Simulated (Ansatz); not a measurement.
**Ligand exchange: C2H6O2S + CH5AlO3 → CH4O3S + C2H7AlO2**

Species: C2H6O2S (dimethyl sulfone) `CS(C)(=O)=O`, singlet; CH5AlO3 `C[O][Al]([OH])[OH]`, singlet; CH4O3S (methanesulfonic acid) `CS(=O)(=O)O`, singlet; C2H7AlO2 `C[O][Al]([CH3])[OH]`, singlet. The partners trade CH3 for OH: S–CH3 and Al–OH bonds give way to S–OH and Al–CH3.

Shapes, held fixed at every level: PBE0-D4/def2-TZVP. Flexible molecules stand in one conformer, not always the lowest. Programs: Ansatz 0.2.0. The zero-point and thermal change to 298 K, harmonic and unscaled (PBE0-D4/def2-TZVP), is -2.4 kJ/mol.

```json
{"level": "HF/def2-SVP", "kind": "Hartree–Fock", "ΔH(298 K) (kJ/mol)": "+130.5", "less CCSD(T)/CBS estimate": "+12.5"}
{"level": "SPW92/def2-TZVPP", "kind": "LDA", "ΔH(298 K) (kJ/mol)": "+95.4", "less CCSD(T)/CBS estimate": "-22.6"}
{"level": "PBE-D4/def2-TZVPP", "kind": "GGA", "ΔH(298 K) (kJ/mol)": "+101.5", "less CCSD(T)/CBS estimate": "-16.5"}
{"level": "B3LYP-D4/def2-TZVPP", "kind": "global hybrid", "ΔH(298 K) (kJ/mol)": "+114.4", "less CCSD(T)/CBS estimate": "-3.6"}
{"level": "BHLYP-D4/def2-TZVPP", "kind": "global hybrid", "ΔH(298 K) (kJ/mol)": "+118.5", "less CCSD(T)/CBS estimate": "+0.5"}
{"level": "B2PLYP/def2-TZVPP", "kind": "double hybrid", "ΔH(298 K) (kJ/mol)": "+115.4", "less CCSD(T)/CBS estimate": "-2.6"}
{"level": "CCSD(T)/def2-TZVPP", "kind": "coupled cluster or CI", "ΔH(298 K) (kJ/mol)": "+114.9", "less CCSD(T)/CBS estimate": "-3.1"}
{"level": "CCSD(T)/CBS estimate", "kind": "coupled cluster or CI", "ΔH(298 K) (kJ/mol)": "+118.0", "less CCSD(T)/CBS estimate": "0.0"}
```

The highest level, CCSD(T)/CBS estimate, gives ΔH(298 K) = +118.0 kJ/mol; the levels span +95.4 to +130.5. The column of differences is taken from that level and isn't an error. No measured value is set beside it here. The CBS estimate extrapolates MP2 from def2-TZVPP and def2-QZVPP and adds CCSD(T) − MP2 in the triple-zeta set, cores frozen.

The exchange is strongly endothermic at every level, with +118.0 kJ/mol at the highest, so aluminium keeps hydroxide and sulfur keeps methyl. The main reason is the oxophilicity of aluminium. Its bond to oxygen gains much from the large electronegativity difference and some from lone-pair donation into the empty p orbital of the three-coordinate metal, and a methyl group offers neither to the same degree. Sulfur is much closer to carbon in electronegativity, so the new S–OH bond recovers only part of that loss.

LDA and the GGA understate the cost, while the two global hybrids come closer to the reference, probably because exact exchange improves the balance between strongly polar and more covalent bonds. The near-coincidence of BHLYP with the reference may owe something to cancellation of errors.

The favourable reverse exchange shouldn't be read as the expected reaction of the mixed products, since a sulfonic acid would normally protonate the Al–CH3 bond and release methane, a channel outside this energy balance.
